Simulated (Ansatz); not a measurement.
# Y2H2C: energy less reference against wave cutoff

Results calculated with Ansatz 0.2.0, not measured. One setting of a density functional single point varied, free energy counted from the run at the reference value, pressure positive in compression; periodic cell, basis, potentials, k mesh and filling as listed.

Structure of every row (space group P-3m1, No. 164):
```
Y2H2C
1.0
      3.6556     0.0000     0.0000
     -1.8278     3.1658     0.0000
      0.0000     0.0000     5.9973
Y H C
2 2 1
Direct
  0.33333 0.66667 0.22650
  0.66667 0.33333 0.77350
  0.33333 0.66667 0.60700
  0.66667 0.33333 0.39300
  0.00000 0.00000 0.00000
```

Settings of every row: functional LDA; dispersion none; potentials PAW; k mesh 7x7x4; k shift 0x0x0; occupations fermi dirac; smearing width 0.05 eV; spin none; varied setting wave cutoff; reference wave cutoff 450 eV.

Limits: coarse k mesh, up to 40 meV an atom off; cutoff under the advised one.

```
row  wave cutoff (eV)  energy less reference (meV/atom)
  1               250                            152.67
  2               300                             38.01
  3               350                                 ?
  4               400                              1.96
  5               450                                 0
```

Question: what energy less reference should row 3 give?

Worked fit of energy less reference. Measure energy less reference from the row at the highest cutoff, 0.00 meV/atom, and take the logarithm of what remains: 250 → 5.03, 300 → 3.64, 400 → 0.67. A straight line through these is ln|rest| = 12.335 − 0.02912 × cutoff, so the rest falls by a factor of e every 34.3 eV; from 3 rows that is a rough guide, not a law, and the row at the highest cutoff isn't the limit itself. At 350 eV the line gives ln|rest| = 2.143, a rest of 8.52 meV/atom, and so 0.00 + 8.52 = 8.52 meV/atom.

The calculation gave 9.85 meV/atom. The fit lies 1.33 meV/atom (14 % of the value, 0.87 % of the column's range) below it; its largest miss of a shown row is 4.13 meV/atom.
